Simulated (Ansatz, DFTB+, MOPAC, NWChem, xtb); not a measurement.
# A ladder of methods for PO (Phosphorus monoxide)

PO, doublet, SMILES `O=[P]`. Each level relaxes the structure for itself.

Quantity: the equilibrium bond length, in Å. The values are calculated.

| level | kind | program | value (Å) |
| --- | --- | --- | --- |
| GFN-FF | force field | xtb | 1.444 |
| AM1 | semi-empirical | MOPAC | 1.436 |
| DFTB2 | semi-empirical | DFTB+ | 1.490 |
| MNDOD | semi-empirical | MOPAC | 1.472 |
| USPZ81/def2-SVP | LDA | NWChem | 1.506 |
| UPBE0-D4/def2-TZVP | global hybrid | Ansatz | 1.474 |
| UMP2/MINI | perturbation theory | Ansatz | 1.723 |
| UMP2/LANL2DZ (core potential) | perturbation theory | Ansatz | 1.413 |
| UMP2/MIDI | perturbation theory | Ansatz | 1.602 |
| UMP2/def2-mTZVP | perturbation theory | Ansatz | 1.484 |

The values span 1.413 to 1.723 Å. Spin contamination of the reference (⟨S²⟩ at least 0.1 too high) touches UMP2/MINI, UMP2/MIDI. Without the sets that lack polarisation functions the rows with a basis span only 1.474 to 1.506 Å.

The hybrid functional and UMP2/def2-mTZVP, at 1.474 and 1.484 Å, both lie close to the known bond length of PO. This short bond fits a formal order of two and a half: a σ bond and two π bonds, weakened by one electron in a π* orbital weighted towards phosphorus. Polarisation functions matter here because d functions on phosphorus let its valence density deform towards oxygen, without making 3d a true valence shell.

Omitting them normally lengthens such a bond. The MINI and MIDI results point that way, but their small basis and flawed reference cannot be separated. LANL2DZ breaks the pattern: its 1.413 Å is clearly too short, perhaps because of the core potential or a different UHF solution. The longer LDA bond can't be assigned to the functional alone, as the basis changes too. MNDOD's closeness to the hybrid probably reflects its parametrisation, and agreement in bond length says little about how well any level describes the spin distribution.
